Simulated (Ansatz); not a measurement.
BaSi3: formation energy and pressure against volume per atom

Results calculated with Ansatz 0.2.0, not measured. Plane-wave density functional theory, PAW datasets, Gaussian smearing 0.05 eV: one cell in which all forces lie under 0.002 eV/angstrom; stress (xx yy zz yz xz xy) and pressure positive in compression; site moments are of spin alone; formation energy from the elements run alike, uncorrected.

Cell of the first row (space group Pm-3m, No. 221):
```
BaSi3
1.0
      4.3546     0.0000     0.0000
      0.0000     4.3546     0.0000
      0.0000     0.0000     4.3546
Ba Si
1 3
Direct
  0.00000 0.00000 0.00000
  0.00000 0.50000 0.50000
  0.50000 0.50000 0.00000
  0.50000 0.00000 0.50000
```

Settings of every row: paw set soft_2; functional PBEsol; spin treatment none; moment partition spheres; spin axis none; wave cutoff 420 eV; k mesh 8x8x8; SCF start atoms; lower state search light; symmetry use detected.

Atom first moment, atom hubbard u: 0 on all atoms.

Limits: no spin-orbit coupling, which can matter with elements this heavy; the cell comes from a prototype or a list of computed structures and needn't be the stable phase.

```
row  volume per atom (Å³)  formation energy (eV per atom)  pressure (GPa)
  1                20.644                          0.2646           2.646
  2                21.074                               ?               ?
  3                21.504                          0.2578           0.000
  4                21.934                          0.2594          -1.125
  5                22.365                          0.2637          -2.137
  6                22.588                          0.2671          -2.623
  7                22.661                          0.2683          -2.775
  8                23.275                          0.2812          -3.960
```

Question: what formation energy and pressure should row 2 give?

Worked fit of formation energy. Take u = (V_r/V)^(2/3) − 1 with V_r = 22.365 Å³ an atom, which is twice the finite (Eulerian) strain; such expansions in the strain, on which the Birch-Murnaghan equation of state is built, carry the rest volume and the bulk modulus. The shown rows have u = 0.05483, 0.02652, 0.01306, 0, -0.00659, -0.00873, -0.02624. Least squares give formation energy = 0.26375 − 0.4454 × u + 8.402 × u² eV per atom; a straight line predicts inner rows, each left out in turn, worse (root mean square 0.0045 against 5.7e-05 eV per atom). All shown rows lie on it to the printed digit. The withheld row has u = 0.04043, so the fit gives 0.26375 − 0.4454 × (0.04043) + 8.402 × (0.04043)² = 0.2595 eV per atom.

The calculation gave 0.2594 eV per atom. The fit lies 0.0001 eV per atom (0.43 % of the column's range) above it, one unit of the last digit.

Worked fit of pressure. Take u = (V_r/V)^(2/3) − 1 with V_r = 22.365 Å³ an atom, which is twice the finite (Eulerian) strain; such expansions in the strain, on which the Birch-Murnaghan equation of state is built, carry the rest volume and the bulk modulus. The shown rows have u = 0.05483, 0.02652, 0.01306, 0, -0.00659, -0.00873, -0.02624. Least squares give pressure = −2.1382 + 74.804 × u + 211.95 × u² + 275.8 × u³ GPa; a parabola predicts inner rows, each left out in turn, worse (root mean square 0.0053 against 0.0011 GPa). The rows lie off it by 0.000, 0.000, -0.001, 0.001, -0.001, 0.000, 0.000. The pressure vanishes at u = 0.0265, or V = 21.5 Å³ an atom, and there the bulk modulus at fixed shape and fractions is B = −V dP/dV = (2/3)(1 + u) dP/du = 59.3 GPa. The withheld row has u = 0.04043, so the fit gives −2.1382 + 74.804 × (0.04043) + 211.95 × (0.04043)² + 275.8 × (0.04043)³ = 1.251 GPa.

The calculation gave 1.252 GPa. The fit lies 0.001 GPa (0.015 % of the column's range) below it, one unit of the last digit.
